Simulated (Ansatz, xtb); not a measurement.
Strength of the N–Al bond: CH8AlN → CH5N + AlH3

Species: CH8AlN `C[NH2+][AlH3-]`, singlet; CH5N (methylamine) `CN`, singlet; AlH3 `[AlH3]`, singlet. 

Shapes, held fixed at every level: PBE0-D4/def2-TZVP. Programs: Ansatz 0.2.0, xtb 6.7.1. The zero-point and thermal change to 298 K, harmonic and unscaled (PBE0-D4/def2-TZVP), is -10.3 kJ/mol.

| level | kind | ΔH(298 K) (kJ/mol) | less CCSD(T)/CBS estimate |
| --- | --- | --- | --- |
| GFN0-xTB | semi-empirical | +91.4 | -37.9 |
| HF/def2-TZVPP | Hartree–Fock | +110.4 | -18.9 |
| SPW92/def2-TZVPP | LDA | +155.6 | +26.3 |
| PBE0-D4/def2-TZVPP | global hybrid | +133.7 | +4.4 |
| MP2/def2-SVP | perturbation theory | +143.6 | +14.3 |
| CCSD(T)/def2-SVP | coupled cluster or CI | +141.2 | +11.9 |
| CCSD/def2-SVP | coupled cluster or CI | +138.4 | +9.1 |
| CCSD(T)/CBS estimate | coupled cluster or CI | +129.3 | 0.0 |

The highest level, CCSD(T)/CBS estimate, gives ΔH(298 K) = +129.3 kJ/mol; the levels span +91.4 to +155.6. A fragment pairs its electrons up again, so this isn't a typical strength of such a bond. The column of differences is taken from that level and isn't an error. No measured value is set beside it here. The CBS estimate extrapolates MP2 from def2-TZVPP and def2-QZVPP and adds CCSD(T) − MP2 in the triple-zeta set, cores frozen.

Splitting the adduct into methylamine and monomeric alane costs +129.3 kJ/mol at the highest level, a substantial strength for a dative bond. The nitrogen lone pair donates into the empty, largely 3p orbital of aluminium, and the polar Al–H bonds leave the metal electron-poor, so electrostatic attraction reinforces the donation. Both electrons return to nitrogen on cleavage, and the formal charges in the adduct don't imply transfer of a whole electron.

Hartree–Fock already gives +110.4 kJ/mol, which fits a bond founded on electrostatics and donation, with correlation strengthening it further. The three correlated results in the def2-SVP basis lie close together, yet all exceed the extrapolated value, probably because each fragment borrows the other's basis functions in the adduct. Their mutual agreement is therefore no sign of a converged bond strength.

The enthalpy refers to free, monomeric AlH3; it doesn't give the cost of releasing the amine where alane can associate through hydride bridges or bind a donor solvent.
